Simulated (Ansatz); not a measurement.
# Abstraction of Br: CHBrI2 + C2H7Si → CHI2 + C2H7BrSi

Species: CHBrI2 `BrC(I)I`, singlet; C2H7Si `CC[SiH2]`, doublet; CHI2 `I[CH]I`, doublet; C2H7BrSi `CC[SiH2]Br`, singlet. A radical takes Br: the energy is the difference in strength between the C–Br bond broken and the Si–Br bond made.

Shapes, held fixed at every level: PBE0-D4/def2-TZVP. Flexible molecules stand in one conformer, not always the lowest. Programs: Ansatz 0.2.0. The zero-point and thermal change to 298 K, harmonic and unscaled (PBE0-D4/def2-TZVP), is -0.6 kJ/mol.

| level | kind | ΔH(298 K) (kJ/mol) | less CCSD/def2-SVP |
| --- | --- | --- | --- |
| MP2/def2-TZVPP | perturbation theory | -132.2 | +19.4 |
| HF/def2-SVP | Hartree–Fock | -188.2 | -36.6 |
| HF/def2-TZVPP | Hartree–Fock | -193.4 | -41.8 |
| SPW92/def2-TZVPP | LDA | -140.5 | +11.1 |
| r2SCAN-D4/def2-TZVPP | meta-GGA | -161.5 | -9.9 |
| B2PLYP/def2-TZVPP | double hybrid | -156.2 | -4.6 |
| CCSD/def2-SVP | coupled cluster or CI | -151.6 | 0.0 |

The highest level, CCSD/def2-SVP, gives ΔH(298 K) = -151.6 kJ/mol; the levels span -193.4 to -132.2. The column of differences is taken from that level and isn't an error. No measured value is set beside it here. Open shells run unrestricted. For atoms past krypton def2 sets carry core potentials with scalar relativity. Relativity is left out for Br. Outer-core shells of Br, I are correlated in most correlated rows, in sets that cover them unevenly.

Bromine transfer from carbon to silicon is strongly exothermic at every level, so the Si–Br bond formed is much stronger than the C–Br bond broken. Silicon is more electropositive than carbon, which gives its bond to bromine a larger ionic contribution. On the other side, the C–Br bond is probably weakened by the two geminal iodines, which crowd the carbon and can delocalise the unpaired spin of CHI2.

Hartree–Fock gives the most exothermic values, and MP2 in the same larger basis raises -193.4 to -132.2 kJ/mol. Correlation therefore favours the reactants, plausibly because CHBrI2 loses close contacts between polarisable halogens when bromine leaves; MP2 may overstate this effect. Enlarging the basis makes the Hartree–Fock reaction more exothermic, so the gap between MP2 and CCSD can't be assigned to the treatment of correlation alone. The sign of the reaction enthalpy is secure, its precise size less so. Nothing here shows that the silyl radical would take bromine in preference to the more weakly bound iodine.
